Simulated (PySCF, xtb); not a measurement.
## Relative energy of two isomers of C2H6OSi

Structure a is `O/C=C/[SiH3]`, a singlet and structure b is `O/C=C\[SiH3]`, a singlet. Both are isolated molecules in the gas phase, relaxed with B3LYP-D3(BJ)/def2-SVP; the shapes shown needn't be the lowest conformers.

a (Å):

```xyz
10

C    -0.3055    1.0037    1.5224
C    -0.7804   -0.1709    1.0777
O    -0.1508    1.2879    2.8370
Si   -0.9882   -0.5459   -0.7283
H     0.2031    2.1796    2.9388
H    -0.0143    1.8051    0.8288
H    -1.0468   -0.9153    1.8383
H    -0.5413    0.6416   -1.5190
H    -2.4110   -0.8418   -1.0784
H    -0.1793   -1.7302   -1.1498
```

b (Å):

```json
{"atom": "C", "x (Å)": "-0.0219", "y (Å)": "0.5819", "z (Å)": "1.7710"}
{"atom": "C", "x (Å)": "-0.7084", "y (Å)": "-0.3819", "z (Å)": "1.1401"}
{"atom": "O", "x (Å)": "0.2668", "y (Å)": "1.7648", "z (Å)": "1.1708"}
{"atom": "Si", "x (Å)": "-1.3369", "y (Å)": "-0.2084", "z (Å)": "-0.6118"}
{"atom": "H", "x (Å)": "0.7639", "y (Å)": "2.3328", "z (Å)": "1.7707"}
{"atom": "H", "x (Å)": "0.3438", "y (Å)": "0.4715", "z (Å)": "2.8011"}
{"atom": "H", "x (Å)": "-0.8916", "y (Å)": "-1.2992", "z (Å)": "1.7067"}
{"atom": "H", "x (Å)": "-2.2853", "y (Å)": "0.9367", "z (Å)": "-0.7528"}
{"atom": "H", "x (Å)": "-2.0563", "y (Å)": "-1.4616", "z (Å)": "-0.9880"}
{"atom": "H", "x (Å)": "-0.2237", "y (Å)": "0.0029", "z (Å)": "-1.5850"}
```

Energies in hartree; the thermal terms are from GFN2-xTB frequencies at re-optimised GFN2-xTB minima (ideal gas, soft modes damped towards free rotors, one conformer each, 298.15 K, 1 atm) and include the zero-point energy:

```
                              a           b
E, CCSD(T)/def2-SVP  −443.405678  −443.405876
    E, MP2/def2-SVP  −443.340956  −443.340995
  E, MP2/def2-TZVPP  −443.762671  −443.761487
  zero-point energy     0.068656     0.068560
       H(298 K) − E     0.075904     0.075776
       G(298 K) − E     0.039583     0.039233
```

Task: Correct the CCSD(T) difference for the basis set by the MP2 change, then work out ΔE, ΔE₀, ΔH and ΔG for a → b in kcal/mol (1 Eh = 627.51 kcal/mol) and the equilibrium ratio [b]/[a].

Result: 1. Differences b − a: CCSD(T) −0.000198, MP2 in the small set −0.000039, MP2 in the large set +0.001184 Eh.
2. ΔE = −0.000198 + (+0.001184 − (−0.000039)) = +0.001025 Eh = +0.64 kcal/mol.
3. ΔE₀ = ΔE + ΔZPE = +0.001025 + (−0.000096) Eh = +0.58 kcal/mol.
4. ΔH = ΔE + (−0.000128) Eh = +0.56 kcal/mol.
5. ΔG = ΔE + (−0.000350) Eh = +0.42 kcal/mol, so ΔS = (ΔH − ΔG)/T = +2.0 J/(mol K).
6. kT = 0.9442 mEh, so K = [b]/[a] = exp(−ΔG/kT) = exp(−0.71) ≈ 0.49.

The two are too close for this level to say which is favoured. An error of 1 kcal/mol in ΔG would change K by a factor of 5.4. Mirror images and further conformers aren't counted.

As drawn, both hold the same kinds of bond in the same numbers.

Other levels gave ΔE = +0.3 (GFN2-xTB); −0.3 (HF/STO-3G, GFN2-xTB geometries); −0.1 (r2SCAN-D4/def2-SVP, GFN2-xTB geometries); +0.1 (B3LYP-D3(BJ)/def2-SVP); +0.1 (HF/def2-SVP); 0.0 (MP2/def2-SVP); −0.1 (CCSD(T)/def2-SVP) kcal/mol. The correlated steps freeze 8 core orbitals. Programs: PySCF 2.14.0, xtb 6.7.1.

The E isomer (a) and the Z isomer (b) are nearly isoenergetic, and the slight lean towards E comes entirely from enlarging the basis, since CCSD(T) in the small set puts Z marginally lower. The small set probably flatters Z, where oxygen and the silyl group lie close enough to borrow each other's functions.

That the cis arrangement costs so little is chemically reasonable. The long C–Si bond eases the crowding, and attraction between the negative oxygen and the positive silicon, perhaps with some lone-pair donation into a Si–H σ* orbital, can offset what remains. The oxygen lone pair conjugates with the C=C bond in both isomers, so it does little to separate them.

Both structures have the O–H bond anti to C=C, whereas simple enols generally prefer it syn. E can adopt that form freely, but in Z it would turn the hydroxyl hydrogen towards the silyl group. Comparing the best conformers would therefore probably shift the balance further towards E, so the computed ratio describes these two rotamers rather than the equilibrated isomers.
